Multidimensional thermal reflection principle

Statement

A molecule has a harmonic ground state with mass-weighted normal coordinates Qⱼ and angular frequencies ωⱼ and is in equilibrium at temperature T. It absorbs to one upper surface with a constant transition dipole d (Condon approximation). Ev is the vertical gap and gⱼ = ∂Ve/∂Qⱼ the upper-state gradient, both at the ground-state minimum. For photon energy E and random orientation,

σ(E) = π E |d|² L(E) / (3ħε₀c), ∫ L dE = 1.

If the gap Ve − Vg is linear over the thermal range of the Qⱼ and the wavepacket leaves that range in a time short against every period 2π/ωⱼ, then σ/E is Gaussian:

L(E) = (2πΔ²)^(−1/2) exp[−(E − Ev)²/(2Δ²)],
Δ² = Σⱼ gⱼ² (ħ/2ωⱼ) coth yⱼ, yⱼ = ħωⱼ/2kT.

Δ is an energy, and the full width at half maximum (FWHM) is 2.355 Δ. For one mode, with zero-temperature width Δ₀ and height L₀,

L = L₀ √(tanh y) exp[−tanh y · (E − Ev)²/(2Δ₀²)],

the Sulzer-Wieland form (1952): the peak falls as √(tanh y) at constant area. For a linear gap the mean Ev and the variance Δ² are exact; the Gaussian shape is a limit.

Proof

The golden rule L(E) = Σ pₙ |⟨f|n⟩|² δ(E − Ef + Eₙ), with thermal populations pₙ, is the transform

L(E) = (1/2πħ) ∫ dt e^(iEt/ħ) C(t), C(t) = Tr[ρ e^(iHg t/ħ) e^(−iHe t/ħ)],

and ln C = Σ κₙ (−it/ħ)ⁿ/n! defines the cumulants κₙ of L. With U = Ve − Vg one has (He − Eₙ)|n⟩ = U|n⟩. Hence the moments ⟨E⟩ = ⟨U⟩ and ⟨E²⟩ = ⟨U²⟩ are exact, and ⟨E³⟩ = ⟨U³⟩ + (ħ²/2)⟨|∇U|²⟩, the last term being half the double commutator ⟨[U,[Hg,U]]⟩. Nuclear motion first enters at order t³. If C has decayed before it acts, L is the thermal distribution of U, the ground-state density reflected in the gap. For an operator A linear in the ladder operators of an oscillator the thermal average obeys ⟨e^A⟩ = exp(⟨A²⟩/2), so each Qⱼ is Gaussian with ⟨Qⱼ²⟩ = (ħ/2ωⱼ)(2n̄ⱼ + 1) = (ħ/2ωⱼ) coth yⱼ, where n̄ⱼ = 1/(e^(2yⱼ) − 1). The modes are independent, so U = Ev + Σ gⱼQⱼ is Gaussian with variance Δ².

Smallest exact model

The model is He = Hg + Ev + Σ gⱼQⱼ with one or two modes; its gap is strictly linear. In the interaction picture the coupling is linear in ladder operators, its commutators at different times are numbers, and the second cumulant in the coupling is complete. With ⟨Q(τ)Q(0)⟩ = (ħ/2ω)(coth y cos ωτ − i sin ωτ), integration against (t − τ) from 0 to t gives

ln C = −iEv t/ħ − Σⱼ Sⱼ[coth yⱼ (1 − cos ωⱼt) + i(sin ωⱼt − ωⱼt)], Sⱼ = gⱼ²/(2ħωⱼ³).

Expansion in t gives κ₁ = Ev, κₙ = Σ Sⱼ(ħωⱼ)ⁿ coth yⱼ for even n and κₙ = Σ Sⱼ(ħωⱼ)ⁿ for odd n ≥ 3. Thus κ₂ equals Δ² at every temperature, and κ₃ = (ħ²/2) Σ gⱼ² is the commutator term. For one mode the skewness is γ = κ₃/Δ³ = S^(−1/2)(tanh y)^(3/2), and κₙ/Δⁿ scales as S^(1 − n/2), so the Gaussian is the limit S → ∞, approached faster when hot. The one-mode spectrum is a comb at E = Ev + (m − S)ħω with weights

Pₘ = exp(−S coth y + m y) Iₘ(S/sinh y),

Iₘ being the modified Bessel function; at T = 0 this becomes e^(−S) Sᵐ/m!. The comb comes from the recurrences of C at multiples of 2π/ω. A dissociating packet does not return, and with the same initial decay of C its continuum is the envelope Pₘ/ħω, whose Gaussian prediction at the centre is P = (2πS coth y)^(−1/2).

One mode: I₂ vapour

Typical inputs: ħω = 0.0266 eV, reduced mass μ = 63.45 u, Ev = 2.35 eV (528 nm). The coupling S = 21 is assumed, chosen to reproduce a typical room-temperature width of the visible band of about 0.4 eV, so the 300 K width tests nothing. With Q = √μ x for bond extension x, θ = ħω/k = 308.7 K, the zero-point spread is s₀ = (ħ/2μω)^(1/2) = 0.0352 Å, Δ₀ = √S ħω = 0.122 eV, and the upper curve falls with slope F = Δ₀/s₀ = 3.46 eV/Å, so that g = −F/√μ. The line m = 21 lies at Ev; r is the exact P₂₁ divided by its Gaussian prediction.

T/K | coth y | Δ/eV | FWHM/eV | √(tanh y) | r | γ
0 | 1 | 0.122 | 0.287 | 1 | 0.996 | 0.218
300 | 2.112 | 0.177 | 0.417 | 0.688 | 1.002 | 0.071
800 | 5.248 | 0.279 | 0.658 | 0.437 | 1.001 | 0.018
1300 | 8.462 | 0.355 | 0.835 | 0.344 | 1.001 | 0.009

The exact centre height follows the general statement to better than half a per cent. The leading correction is r ≈ 1 + κ₄/8Δ⁴ − 5γ²/24 = 1 + tanh y/(8S) − 5 tanh³y/(24S). At 300 K the decay time ħ/Δ = 3.7 fs is short against the period of 155 fs. The classical limit √(θ/2T) of the height factor gives 0.717 at 300 K and 0.345 at 1300 K. The law applies to σ/E; the maximum of σ itself lies higher by [√(Ev² + 4Δ²) − Ev]/2 = 0.052 eV at 1300 K. The constant area holds per molecule, so thermal dissociation must be divided out of an absorbance.

Two modes

I₂ has one mode; the sum rule needs a second, here an assumed, purely illustrative one with ħω₂ = 0.100 eV and S₂ = 1.

T/K | Δ₁²/eV² | Δ₂²/eV² | Δ/eV | Δ(0)/Δ(T) | γ
0 | 0.0149 | 0.0100 | 0.158 | 1 | 0.36
300 | 0.0314 | 0.0104 | 0.204 | 0.771 | 0.16
1300 | 0.1257 | 0.0239 | 0.387 | 0.408 | 0.02

Variances add, and the relative Gaussian height Δ(0)/Δ(T) is no longer a single √tanh: forcing that form on it yields an apparent θ of 411 K at 300 K and 436 K at 1300 K. The stiff mode alone, with S₂ = 1, is far from Gaussian and supplies most of κ₃, yet the total band becomes nearly Gaussian once the hot soft mode dominates Δ.

Neglected terms at 1300 K

For real curves the linear-gap condition fails before the short-time condition does. Let U = Ev − Fx + ½ k₂x², where k₂ is the upper curvature minus the ground curvature μω² = 10.7 eV/Å², and s² = s₀² coth y. For a harmonic ground state the moment rules give exactly

κ₁ = Ev + k₂s²/2, κ₂ = F²s² + k₂²s⁴/2, κ₃ = 3F²k₂s⁴ + k₂³s⁶ + (ħ²/2μ)(F² + k₂²s²).

With an assumed k₂ = +10 eV/Å², the order expected on a steep inner wall, and s = 0.102 Å, the mean rises by 0.052 eV, the width grows by 2.2 per cent and the skewness is +0.86, of which the dynamic term makes 1.0 per cent. On the branch x < F/k₂ the static density of U is proportional to exp(−x²/2s²)/(F − k₂x), with its peak at x(F − k₂x) = k₂s²; the peak moves by −0.11 eV and its height is 1.05 times the Gaussian value.

Ground-state anharmonicity acts at the same order. A Morse curve has Vg ≈ ½μω²(x² − βx³); with a typical β = 1.9 Å⁻¹, first order in β gives ⟨x⟩ = 3βs²/2 and a classical skewness 3βs of x. The band mean moves by −F⟨x⟩ = −0.10 eV and its skewness changes by −0.58, which offsets part of the curvature effect. The expansion parameters are k₂s/F = 0.30 and βs = 0.19. The skewness and the shifts in units of Δ are of first order in them; width and height change at second order, of the order of ten per cent. The three-figure entries at 1300 K are therefore the model's, and for the molecule √(tanh y) is a law of about that accuracy. The visible band of I₂ is moreover a sum of three transitions, to the B state, a repulsive 1u state and the A state, each with its own Ev and F, and beyond a typical limit near 500 nm absorption from the lowest levels to B ends in bound levels. There the principle describes the low-resolution envelope, exactly as for the comb of the model.